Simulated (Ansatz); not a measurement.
# A correction line for B2PLYP/def2-TZVPP: vertical ionisation energy

The vertical ionisation energy (cation less neutral) in eV of 8 molecular compounds of Ge: x at B2PLYP/def2-TZVPP, y at CCSD(T)/def2-TZVPP. Shapes, held fixed at every level: PBE0-D4/def2-TZVP. Flexible molecules stand in one conformer, not always the lowest. Programs: Ansatz 0.2.0.

| molecule | x (eV) | y (eV) |
| --- | --- | --- |
| C5H11FGeO (SMILES C=C[CH2][Ge]([CH3])([F])[O]C) | 9.12 | 9.38 |
| C2H6F3GeN (SMILES C[N](C)[Ge]([F])([F])[F]) | 9.57 | ? |
| GeH3I (SMILES [GeH3][I]) | 9.81 | 9.79 |
| GeSi2NH7ClF (SMILES [F][GeH]([Cl])[N]([SiH3])[SiH3]) | 9.97 | 10.11 |
| GeH2ICl (SMILES [Cl][GeH2][I]) | 10.07 | 10.06 |
| Ge(CH3)(SiH3)ClF | 10.14 | 10.35 |
| GeH2(CH3)2 | 10.67 | 10.85 |
| GeH(CN)F2 | 13.58 | 13.63 |

Task: Fit y = c + s·x to the known rows and predict y for C2H6F3GeN.

Result: 
1. Means of the 7 rows: x = 10.4800, y = 10.596.
2. Σ(Δx)² = 12.488, Σ(Δx·Δy) = 12.199, so the slope is 12.199/12.488 = 0.97686.
3. Intercept: 10.596 − (0.97686) × 10.4800 = 0.359. The largest residual of the fit is 0.15.
4. C2H6F3GeN: 0.359 + 0.97686 × 9.57 = 9.71 eV.

CCSD(T)/def2-TZVPP gives 9.65 eV, so the prediction is off by +0.06 eV, within the largest residual. Uncorrected, B2PLYP/def2-TZVPP misses C2H6F3GeN by -0.08 eV, and the other rows by 0.12 on average. The line removes about 25 % of this miss. GeH(CN)F2 lies far out in x and weighs most in the slope. Left out in turn, the other rows are missed by 0.11 eV on average, hardly better than no correction. Cations run unrestricted. For atoms past krypton def2 sets carry core potentials with scalar relativity. Relativity is left out for Ge. Outer-core shells of Ge, I are correlated, in sets that cover them unevenly.

B2PLYP already orders the ionisation energies much as CCSD(T) does, but its remaining error follows the character of the hole more than the size of x. The two iodides, where the electron leaves an essentially localised iodine 5p lone pair, agree almost exactly. Ge(CH3)(SiH3)ClF, close to them in x, rises from 10.14 to 10.35 eV; there the hole probably sits largely in the Ge–Si and Ge–C σ bonds. The allyl compound, with its π orbital raised by the neighbouring Ge–C bond, is also placed too low, possibly because the double hybrid overstabilises a spread-out hole. A line in x cannot separate such cases, so the good value for C2H6F3GeN, most likely a nitrogen lone-pair ionisation, doesn't establish a transferable correction. A correction by type of ionised orbital would be more sensible, though these few rows cannot test it. For the iodides, agreement between the methods doesn't imply agreement with experiment, since spin-orbit splitting of the iodine hole would lower the first ionisation energy.
